## The row that leans the wrong way

Phosphorus is slightly more electronegative than bismuth, so the bonding orbitals of BiP should lie mostly on phosphorus. The deepest listed orbital that the two atoms clearly share, $7\sigma$, does the opposite: 0.58 of it sits on Bi. The next one up, $8\sigma$, leans to P. Two orbitals higher in energy, $9\sigma$ and $4\pi$, lean to P as electronegativity suggests.

Outer orbitals of singlet BiP at a bond length of 2.294 Å, computed with PySCF 2.14.0 at the UPBE0/def2-SVPD level, with occupations held in C2v symmetry, a scalar-relativistic core potential for 60 electrons on Bi and no spin-orbit coupling. Each row covers both spins; the shares are Mulliken shares, and the first atom is Bi.

| orbital | filling | energy (eV) | main shell | its share | share on the first atom |
| --- | --- | --- | --- | --- | --- |
| 1delta | 2 | -29.61 | Bi d | 1.00 | 1.00 |
| 1delta | 2 | -29.61 | Bi d | 1.00 | 1.00 |
| 3pi | 2 | -29.54 | Bi d | 1.00 | 1.00 |
| 3pi | 2 | -29.54 | Bi d | 1.00 | 1.00 |
| 7sigma | 2 | -17.88 | Bi s | 0.56 | 0.58 |
| 8sigma | 2 | -13.49 | P s | 0.56 | 0.41 |
| 9sigma | 2 | -7.34 | P p | 0.50 | 0.44 |
| 4pi | 2 | -6.81 | P p | 0.51 | 0.48 |
| 4pi | 2 | -6.81 | P p | 0.51 | 0.48 |
| 5pi | 0 | -2.70 | Bi p | 0.49 | 0.56 |
| 5pi | 0 | -2.70 | Bi p | 0.49 | 0.56 |
| 10sigma | 0 | 0.19 | Bi s | 0.63 | 0.78 |

The first atom is Bi, so the last column is the Bi share of each orbital. Filling is the number of electrons in a row, and a $\pi$ or $\delta$ level takes two rows. The labels written out in the table are $\sigma$, $\pi$ and $\delta$ here.

Two limits govern what these numbers can be used for. First, the calculation has no spin-orbit coupling. In a bismuth atom that coupling splits the $6p$ level by roughly 2 eV (a rough recalled size), more than the 0.53 eV between $9\sigma$ and $4\pi$. It would mix these two, so what follows about $p$ orbitals describes the molecule without spin-orbit coupling. The $s$ orbitals have no such splitting of their own and are safer ground. Second, a Mulliken share halves the overlap density between the atoms by decree and shifts with the basis. Signs and clear differences deserve attention; a hundredth does not.

## Three explanations

*One electronegativity per atom.* Phosphorus attracts electrons more strongly, whatever the shell. Each bonding orbital then leans to P and each antibonding one to Bi. This is the tempting explanation, because it is right for the overall direction in which charge moves between the atoms.

*An inert pair.* The $6s$ electrons of bismuth are held so tightly that they stay out of the bonding. Then $7\sigma$ is simply the Bi $6s$ lone pair, and its lean to Bi needs no further comment.

*Level matching, shell by shell.* What counts is which atom has the lower level among the two that mix. The $s$ levels may be ordered one way and the $p$ levels the other.

## Two levels and their limits

Take one orbital on Bi with energy $H_\mathrm{Bi}$ and one on P with energy $H_\mathrm{P}$, coupled to each other. They give a lower molecular orbital of energy $E_1$ and an upper one of energy $E_2$. Two limits frame the rest.

If the atomic levels coincide, any coupling mixes them equally and both shares are 0.5, as in a molecule of two like atoms. If the coupling vanishes while the levels differ, each orbital stays on its own atom and the shares are 1 and 0. The Bi $5d$ rows show the second limit: they lie about 12 eV below $7\sigma$, are compact, and have a Bi share of 1.00. The $\delta$ pair does not even have an $s$ or $p$ partner on phosphorus to mix with. The fifth $5d$ orbital, of $\sigma$ type, is not listed in the table.

Between the limits, the share tells how far apart the levels were before mixing. Let $S$ be the overlap of the two atomic orbitals, $\mathbf{S}$ the overlap matrix, $\mathbf{C}$ the matrix of orbital coefficients and $\mathbf{E}$ the diagonal matrix of the energies. The orbital equation $\mathbf{HC}=\mathbf{SCE}$, with normalised orbitals, can be rearranged to

$$\mathbf{S}^{-1}\mathbf{H}=\mathbf{C}\mathbf{E}\mathbf{C}^{T}\mathbf{S}.$$

On the right, each diagonal element is the sum of the orbital energies weighted by that atom's Mulliken shares. On the left, the two diagonal elements differ by $(H_\mathrm{Bi}-H_\mathrm{P})/(1-S^2)$. Since the Bi shares of the two orbitals must add to 1, subtraction gives

$$H_\mathrm{Bi}-H_\mathrm{P}=(1-S^2)\,(E_1-E_2)\,(2p_1-1),$$

where $p_1$ is the Bi share of the lower orbital. The factor $1-S^2$ is positive, so overlap cannot change the sign. It only shrinks the size, and $S=0$ gives an upper bound within the model.

## The $s$ pair worked through

Take $7\sigma$ and $8\sigma$ as the bonding and antibonding mixtures of Bi $6s$ and P $3s$. That assignment comes from the usual qualitative picture, since the table gives no signs of coefficients. The gap is $E_1-E_2=-17.88+13.49=-4.39$ eV, and $2p_1-1=2\times0.58-1=0.16$. With $S=0$,

$$H_\mathrm{Bi}-H_\mathrm{P}=-4.39\times0.16\approx-0.70\ \text{eV}.$$

Within this model and this basis, the effective Bi $s$ level in the molecule lies below the P $s$ level, by something under an electronvolt. The majorities behind this result are small and Mulliken shares shift with the basis, so it does not establish the order in the free atoms. It is also a reading of the $7\sigma$ row, not a prediction of it. Only the energy of $8\sigma$ was used, not its share, so the share can be checked: the model requires a Bi share of $1-0.58=0.42$, and the table has 0.41, which agrees within rounding. Starting from $8\sigma$ instead gives $-0.79$ eV, also consistent within the rounding of the shares.

This agreement is necessary for the two-level picture but does not prove it. The table names only the main shell of each orbital, so the 0.42 of $7\sigma$ on phosphorus could include some $3p$.

## The $p$ levels have the opposite order

The same reading applied to $4\pi$ and $5\pi$ gives a positive difference: in the model, the P $3p$ level is the lower one. The size is poorly fixed. The filled orbital gives $+0.16$ eV and the empty one $+0.49$ eV, a disagreement well beyond rounding. The same mismatch is visible in the shares, which add to 1.04 instead of 1. The empty orbital also has 0.07 of its density in Bi shells other than $p$, which a model with one orbital per atom cannot hold. Besides, the gap between a filled and an empty level depends on the share of exact exchange in the functional. The sign is the same from both rows, but the lean of $4\pi$ is only 0.02 and would be thin evidence alone. The 0.44 of $9\sigma$ supports it.

The model breaks down for $10\sigma$. If this were the antibonding partner of $9\sigma$, their Bi shares should add to 1; they add to 1.22. The orbital is mainly of Bi $s$ character and has a positive energy, so it is probably a diffuse level shaped by the basis rather than the $p$–$p$ antibonding orbital. For that reason it is left out of the comparison below.

## What the numbers decide

Define the lean of an orbital pair as the excess over 0.5 of the bonding member's Bi share; for an antibonding orbital the sign is turned round. The one-electronegativity picture allows a single lean for the whole molecule. Level matching allows one for $s$ and another for $p$. Each constant is the plain average over its rows among $7\sigma$, $8\sigma$, $9\sigma$, $4\pi$ and $5\pi$, with each label counted once.

The single lean comes out at $+0.006$, practically zero, because the $s$ and $p$ rows cancel. It misses the Bi shares by 0.066 (root mean square). Two leans, $+0.085$ for $s$ and $-0.047$ for $p$, miss by 0.015, with the worst error, 0.027, at $4\pi$. An extra constant must help, so a fairer trial predicts each orbital from averages that exclude it. The errors are then 0.083 and 0.023. Five rows make a small trial, and the two $s$ rows are tied together by normalisation. The stronger argument is the sign: a lean fitted to the $p$ rows alone puts $7\sigma$ and $8\sigma$ on the wrong atoms and misses their shares by about 0.13 and 0.14.

The inert pair, taken as a description of the listed orbitals, fares worse still. It demands a Bi share near 1 for $7\sigma$ and near 0 for $8\sigma$, against 0.58 and 0.41. In the two-level model the difference between the $s$ levels is only about a sixth of the gap, so these two orbitals are much nearer the equal-sharing limit than the lone-pair limit.

Yet part of the old idea survives. When both mixtures of two levels are filled, each atom gets back two electrons' worth of population, however strongly they mix. The Bi shares of $7\sigma$ and $8\sigma$ add to 0.99, so the loss from bismuth is 0.02 electrons, no more than rounding allows. By the same reasoning two filled mixtures give no net bond. Moreover, filled orbitals can be recombined among themselves without changing the total density or the energy. Within the two-level model, $7\sigma$ and $8\sigma$ can thus be turned back into one pair mainly on Bi and one mainly on P. The shares rule out a lone pair as the form of $7\sigma$, but not an inert pair as a description of the electrons.

## Where electronegativity was right

Summing filling times Bi share over the filled valence rows gives $2(0.58+0.41+0.44)+4\times0.48=4.78$ electrons, against 5 in the neutral atom. Bismuth carries about $+0.2$ charges, far from the $+3$ of an ionic $\mathrm{Bi^{3+}P^{3-}}$. The loss comes mainly from $9\sigma$ (0.12) and $4\pi$ (0.08). Electronegativity thus gets the direction of the charge right because the $p$ electrons set it; the mistake is to pass that direction down to the $s$ orbitals.

This charge should not be turned into a dipole. Further output of the same calculation shows that, as the bond is stretched from 1.97 to 2.71 Å, Mulliken charge times distance falls from 2.77 to 1.80 D while the computed dipole grows in size from 1.64 to 2.43 D. The two come close near the bond length of the table only because the curves cross somewhat beyond it.

## Why $s$ and $p$ might disagree

Down a group of the periodic table, valence levels generally rise as the shells grow, which favours phosphorus for both $s$ and $p$. In a heavy atom relativity works against this, chiefly for $s$ electrons, which come close to the nucleus, where they move fast; the $6s$ shell contracts and sinks. Without spin-orbit coupling $6p$ gains much less. If the effect is large enough, it can bring the Bi $6s$ level in the molecule below P $3s$ while leaving Bi $6p$ above P $3p$. A positive charge on bismuth lowers its $s$ and $p$ levels by similar amounts, so it could not by itself create the difference between the two shells.

The argument also suggests what happens if nitrogen replaces phosphorus. Both nitrogen levels lie much deeper, so the lowest shared $\sigma$ orbital should swing over to nitrogen, and the $p$ bonding orbitals should lean further from bismuth.

Read through the two-level model, the table favours this order of the levels without proving it. It cannot test the relativistic origin, since the contraction is built into the core potential of bismuth. The open question is whether $7\sigma$ would move over to phosphorus if that potential were replaced by a non-relativistic one and nothing else were changed.
